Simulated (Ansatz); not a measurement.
Ag: energy less free atoms and pressure against volume scale

All results are calculated (Ansatz 0.2.0). Periodic Kohn-Sham DFT of a crystal at fixed atoms, scaled to volume_scale times the given cell; pressure positive in compression, energy less spherical unpolarised free atoms, largest_vzz the field gradient of largest size among the nuclei.

The cell before it is scaled or strained (space group Fm-3m, No. 225):
```
cell vectors (Å)
   0.0000     2.0431     2.0431
   2.0431     0.0000     2.0431
   2.0431     2.0431     0.0000
atoms (fractions of the cell vectors)
Ag  0.00000  0.00000  0.00000
```

Settings of every row: method all-electron LAPW; functional PBEsol; relativity scalar; k mesh 15x15x15; filling fermi-dirac; smearing width 0.03 eV; basis error target 0.5 meV/atom; nucleus gaussian.

Atom start moment: 0 on all atoms.

| row | volume scale | V (Å³/atom) | energy less free atoms (eV/atom) | pressure (GPa) |
| --- | --- | --- | --- | --- |
| 1 | 0.94 | 16.033 | -3.2901 | 4.856 |
| 2 | 0.96 | 16.375 | -3.2973 | 1.962 |
| 3 | 0.98 | 16.716 | -3.2987 | -0.57 |
| 4 | 0.99 | 16.886 | ? | ? |
| 5 | 1 | 17.057 | -3.2951 | -2.78 |
| 6 | 1.01 | 17.227 | -3.2916 | -3.776 |
| 7 | 1.02 | 17.398 | -3.2871 | -4.705 |
| 8 | 1.04 | 17.739 | -3.2752 | -6.378 |
| 9 | 1.06 | 18.08 | -3.2601 | -7.82 |

Question: what energy less free atoms and pressure should row 4 give?

Worked fit of energy less free atoms. Take u = (V_r/V)^(2/3) − 1 with V_r = 17.142 Å³ an atom, which is twice the finite (Eulerian) strain; such expansions in the strain, on which the Birch-Murnaghan equation of state is built, carry the rest volume and the bulk modulus. The shown rows have u = 0.0456, 0.03099, 0.01692, 0.00332, -0.00329, -0.00983, -0.02256, -0.03489. Least squares give energy less free atoms = −3.29347 − 0.5275 × u + 12.692 × u² + 11 × u³ eV/atom; a parabola predicts inner rows, each left out in turn, worse (root mean square 0.00018 against 3.3e-05 eV/atom). All shown rows lie on it to the printed digit. Its lowest point lies at u = 0.0202, or V = 16.63 Å³ an atom, and the curvature there gives the bulk modulus at fixed shape and fractions, B = (4/9)(1 + u)² E″(u)/V = 119 GPa. The withheld row has u = 0.01008, so the fit gives −3.29347 − 0.5275 × (0.01008) + 12.692 × (0.01008)² + 11 × (0.01008)³ = -3.2975 eV/atom.

The calculation gave -3.2975 eV/atom. The fit meets it to the printed digit.

Worked fit of pressure. Take u = (V_r/V)^(2/3) − 1 with V_r = 17.142 Å³ an atom, which is twice the finite (Eulerian) strain; such expansions in the strain, on which the Birch-Murnaghan equation of state is built, carry the rest volume and the bulk modulus. The shown rows have u = 0.0456, 0.03099, 0.01692, 0.00332, -0.00329, -0.00983, -0.02256, -0.03489. Least squares give pressure = −3.2863 + 150.332 × u + 599.49 × u² + 432 × u³ GPa; a parabola predicts inner rows, each left out in turn, worse (root mean square 0.0072 against 0.0017 GPa). The rows lie off it by 0.000, 0.001, -0.001, 0.001, -0.002, 0.002, 0.000, 0.000. The pressure vanishes at u = 0.0202, or V = 16.64 Å³ an atom, and there the bulk modulus at fixed shape and fractions is B = −V dP/dV = (2/3)(1 + u) dP/du = 119 GPa. The withheld row has u = 0.01008, so the fit gives −3.2863 + 150.332 × (0.01008) + 599.49 × (0.01008)² + 432 × (0.01008)³ = -1.710 GPa.

The calculation gave -1.713 GPa. The fit lies 0.003 GPa (0.024 % of the column's range) above it; its largest miss of a shown row is 0.002 GPa.
